**Q:** I would sort these arsenides by counting electrons. Semiconductors such as GaAs have a closed shell and are stable, so shouldn't the formulas with the right count lie lowest?

Arsenides computed with Ansatz 0.2.0: DFT with the PBE functional, scalar-relativistic, PAW, plane waves up to 420 eV, no spin polarisation and no dispersion correction. Each row is the lowest cell found in a search for that formula, with cell and atoms relaxed; energies are uncorrected and relative to the elements in their standard states.

```csv
system,candidates tried,space group,energy over elements (eV/atom),volume per atom (Å³),next structure above by (meV/atom)
ScAl2As3,24,P3m1,-0.619,23.27,32
Sc2Ga5As,23,P4/nmm,-0.500,18.45,20
ScGa2As3,20,Cmc2_1,-0.476,25.43,5
Al2As5,27,P3m1,-0.188,23.06,185
Ga4BAs3,31,R3m,-0.025,20.97,12
In3Sb2As,33,P1,-0.024,34.80,55
In6As,22,R-3,0.014,27.35,5
B3As5,40,P3m1,0.140,15.98,5
AlIn2B2As,39,P1,0.318,19.38,n/a
```

**A:** Your count does work for the gap. Each metal or boron atom brings three valence electrons and each arsenic or antimony atom five, so a one-to-one mixture has four per atom, enough to fill the pnictogen shells. Three formulas meet that count: ScAl2As3, ScGa2As3 and In3Sb2As. They are also the only ones with a clear gap in the calculation, though for In3Sb2As a band crossing between the sampled k points may have been missed.

**Q:** Then they should also have the lowest energies over the elements.

**A:** They don't. That column gives the energy per atom relative to the separated elements, and the three formulas run from -0.619 eV, the lowest value of all, to -0.024 eV. This covers 0.595 eV of the full spread of 0.937 eV, although the electron count is the same. The metal Sc2Ga5As even comes out level with the gapped ScGa2As3, or slightly below it. A gap tells you that filled and empty levels are separated, but not how far the filled ones have dropped on leaving the elements.

**Q:** Could it be packing instead? Denser solids ought to be better bound.

**A:** The volume per atom has almost no correlation with the energy here (-0.08). The cell with the least volume per atom, B3As5, lies above its elements, while ScAl2As3 has a middling volume and the lowest energy. Volume per atom also depends on how large the atoms are, so this is only a rough test of packing.

**Q:** What is left?

**A:** The best remaining candidate is the partner that arsenic finds. In a bond between unlike atoms the electrons shift towards the atom that holds them more tightly, here arsenic. The more readily the metal gives them up, the more energy is gained over the bonds in the elements. Scandium gives most readily, then aluminium, then gallium and indium, with boron last.

Pauling's rule turns this into an estimate: an unlike bond gains about 1 eV times the squared difference in electronegativity, $\Delta\chi$. I let each arsenic or antimony atom make three bonds, serve the most electropositive metals first, and treat leftover atoms as element. With $N$ atoms in the formula,

$$E \approx -\frac{1\ \text{eV}}{N}\sum_{\text{bonds}}(\Delta\chi)^2 .$$

**Q:** Show me one.

**A:** Take ScAl2As3. With rough recalled electronegativities, $\Delta\chi$ is 0.8 for Sc–As and 0.6 for Al–As. There are three bonds of the first kind and six of the second:

$$E \approx -\frac{3(0.8)^2+6(0.6)^2}{6}\ \text{eV} = -0.68\ \text{eV per atom}.$$

The calculation gives -0.619 eV, and nothing was fitted to reach the estimate. The bonds are counted from the formula, however, not from the relaxed cell, and three per arsenic is a choice: four, as in a tetrahedral block, would make the estimate a third larger. Don't read much into the close match.

**Q:** Does it beat my electron count over the whole set?

**A:** Yes, though with only nine formulas. I fitted one straight line through all of them against the Pauling estimate and another against the distance from four electrons per atom. When each formula in turn is left out and predicted, the typical error is 0.21 eV per atom for the first line and 0.39 for the second. Simply guessing the mean of the other formulas gives 0.34, so the distance from four electrons does not help to predict the energy. Much of the first line's lead rests on one contrast, though: the three lowest formulas are the three that contain scandium, so a plain label "contains scandium" is a rival that this comparison does not rule out. Among the six without scandium the estimate is much weaker. It does place Al2As5 lowest, but it gives Ga4BAs3 and AlIn2B2As the same -0.18 eV although they lie 0.343 eV apart. The printed analysis below lists the estimates.

**Q:** An error of 0.21 eV is still large. Where does it come from?

**A:** Mostly from two formulas, which are also the worst misses of the estimate before any line is fitted. Sc2Ga5As has two scandium atoms for one arsenic, so in this bond count half the scandium is left to bond with gallium. The estimate ignores those bonds and gives -0.24 eV instead of -0.500. Adding them by Pauling's rule gains only another 0.06 eV. Strong metallic bonding between scandium and gallium is a likely reason for the rest, but the calculation doesn't isolate it.

The other is AlIn2B2As, which lies 0.318 eV above its elements, whereas the rule can never give a positive value. Elemental boron is a strongly bound network, and breaking it up is expected to cost energy, while the estimate treats the leftover boron as if it were still the element. The cell also came from a random start and holds only six atoms, too few to separate into aluminium arsenide, indium and boron. I can't say how much each of these contributes.

**Q:** If I had to judge a new mixture, what should I look at?

**A:** First find the metal that gives up electrons most readily, then ask which partners it has. Arsenic is the one this estimate handles, but Sc2Ga5As shows that a low energy is possible with little arsenic too. Use the electron count for a different question, whether to expect a gap in such three-plus-five mixtures. Missing the count does not strictly forbid one: Al2As5 is off the count and sits on the edge, with only 0.003 eV between its bands by band count.

**Q:** And a strongly negative value means I can make it?

**A:** No, because the comparison is with elements, not with compounds. ScAl2As3 could still gain energy by splitting into scandium arsenide and aluminium arsenide, and their energies are not given here. The same strong bonds that make its value so negative also stabilise those competitors.

Printed output of the fit:

```
Count, gap and Pauling estimate:
        row  valence electrons per atom  gap or overlap (eV)  computed (eV/atom)  Pauling estimate (eV/atom)  estimate less computed (eV/atom)
   ScAl2As3                           4                0.699              -0.619                       -0.68                            -0.061
   Sc2Ga5As                        3.25               -1.492                -0.5                       -0.24                              0.26
   ScGa2As3                           4                  1.3              -0.476                       -0.48                            -0.004
     Al2As5                       4.429                0.003              -0.188                     -0.3086                           -0.1206
    Ga4BAs3                        3.75               -1.247              -0.025                       -0.18                            -0.155
   In3Sb2As                           4                0.167              -0.024                       -0.17                            -0.146
      In6As                       3.286               -1.992               0.014                    -0.06857                          -0.08257
      B3As5                        4.25               -0.851                0.14                      -0.045                            -0.185
  AlIn2B2As                       3.333               -0.745               0.318                       -0.18                            -0.498
Spread of all nine energies (eV/atom): 0.937
Spread among the three rows with four electrons per atom (eV/atom): 0.595
Metal Sc2Ga5As below gapped ScGa2As3 by (meV/atom): 24
Rise from ScAl2As3 to ScGa2As3, computed (eV/atom): 0.143
Same rise in the Pauling estimate (eV/atom): 0.2
Correlation of energy with distance from four electrons per atom: 0.3224
Correlation of energy with volume per atom: -0.07778
Correlation of energy with Pauling estimate: 0.8023
Rms miss of the Pauling estimate without any fit (eV/atom): 0.2161
Mean miss, three rows with boron (eV/atom): -0.2793
Mean miss, five rows without boron and without Sc2Ga5As (eV/atom): -0.08283
Pauling term for the second Sc of Sc2Ga5As bonded to Ga (eV/atom): -0.06
Leave-one-out rms when the mean of the other rows is the guess (eV/atom): 0.3379
fit of en on 9 rows: constant 0.1771 +/- 0.11, coefficient of pauling 1.256 +/- 0.35; rms 0.179, worst Sc2Ga5As 0.376, leave-one-out rms 0.211
fit of en on 9 rows: constant -0.2625 +/- 0.16, coefficient of off 0.3277 +/- 0.36; rms 0.284, worst Sc2Ga5As 0.483, leave-one-out rms 0.385
```
